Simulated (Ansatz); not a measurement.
GaP: phonon heat capacity and phonon entropy against temperature

Results calculated with Ansatz 0.2.0, not measured. Harmonic phonon free energy (zero-point part included), entropy and heat capacity at constant volume from interpolated force constants; periodic cell, basis, potentials, k mesh and filling as listed.

Structure of every row (space group F-43m, No. 216):
```
cell vectors (Å)
   0.0000     2.7252     2.7252
   2.7252     0.0000     2.7252
   2.7252     2.7252     0.0000
atoms (fractions of the cell vectors)
Ga  0.00000  0.00000  0.00000
P   0.25000  0.25000  0.25000
```

Settings of every row: functional PBE; dispersion none; potentials PAW; wave cutoff 420 eV; density cutoff 1680 eV; k mesh 6x6x6; k shift 0x0x0; occupations fixed; smearing width 0 eV; spin none; phonon method finite displacements; phonon supercell 2x2x2; dipole term of polar modes included.

Limits: volume not checked for rest.

| row | temperature (K) | phonon heat capacity (k_B/atom) | phonon entropy (k_B/atom) | phonon free energy (meV/atom) |
| --- | --- | --- | --- | --- |
| 1 | 160 | 1.985 | 1.751 | 35.54 |
| 2 | 240 | 2.443 | 2.654 | 20.26 |
| 3 | 320 | 2.66 | 3.39 | -0.66 |
| 4 | 400 | 2.774 | 3.997 | -26.19 |
| 5 | 480 | 2.839 | 4.509 | -55.56 |
| 6 | 560 | 2.88 | 4.95 | -88.2 |
| 7 | 640 | 2.907 | 5.337 | -123.69 |
| 8 | 720 | ? | ? | ? |
| 9 | 800 | 2.94 | 5.989 | -201.93 |
| 10 | 880 | 2.95 | 6.27 | -244.2 |
| 11 | 960 | 2.958 | 6.527 | -288.32 |

Question: what phonon heat capacity and phonon entropy should row 8 give?

Worked fit of phonon heat capacity. At high temperature a harmonic heat capacity falls short of its limit by a term in 1/T², so take t = (100 K / T)². The shown rows have t = 0.39062, 0.17361, 0.09766, 0.0625, 0.0434, 0.03189, 0.02441, 0.01562, 0.01291, 0.01085. Least squares give phonon heat capacity = 2.9959 − 3.6957 × t + 2.8388 × t² k_B/atom; a straight line predicts inner rows, each left out in turn, worse (root mean square 0.037 against 0.0033 k_B/atom). The rows lie off it by 0.000, 0.003, -0.002, -0.002, -0.002, -0.001, 0.000, 0.001, 0.001, 0.002. The constant, 2.9959 k_B/atom, is to be held against the harmonic limit of 3 k_B an atom. The withheld row has t = 0.01929, so the fit gives 2.9959 − 3.6957 × (0.01929) + 2.8388 × (0.01929)² = 2.926 k_B/atom.

The calculation gave 2.926 k_B/atom. The fit meets it to the printed digit.

Worked fit of phonon entropy. Entropy rises as the heat capacity times the change of ln T, so take t = ln(T / 300 K). The shown rows have t = -0.6286, -0.2231, 0.0645, 0.2877, 0.47, 0.6242, 0.7577, 0.9808, 1.0761, 1.1632. Least squares give phonon entropy = 3.242 + 2.55724 × t + 0.24295 × t² k_B/atom; a straight line predicts inner rows, each left out in turn, worse (root mean square 0.066 against 0.02 k_B/atom). The rows lie off it by 0.020, -0.030, -0.018, -0.001, 0.011, 0.017, 0.018, 0.005, -0.005, -0.018 (root mean square 0.017 k_B/atom), a smooth pattern that one more power would take up: the form is only approximate. The slope at t = 0, 2.56 k_B/atom, estimates the heat capacity at 300 K. The withheld row has t = 0.8755, so the fit gives 3.242 + 2.55724 × (0.8755) + 0.24295 × (0.8755)² = 5.667 k_B/atom.

The calculation gave 5.68 k_B/atom. The fit lies 0.013 k_B/atom (0.27 % of the column's range) below it; its largest miss of a shown row is 0.030 k_B/atom.

The other values of row 8: phonon free energy -161.68 meV/atom.
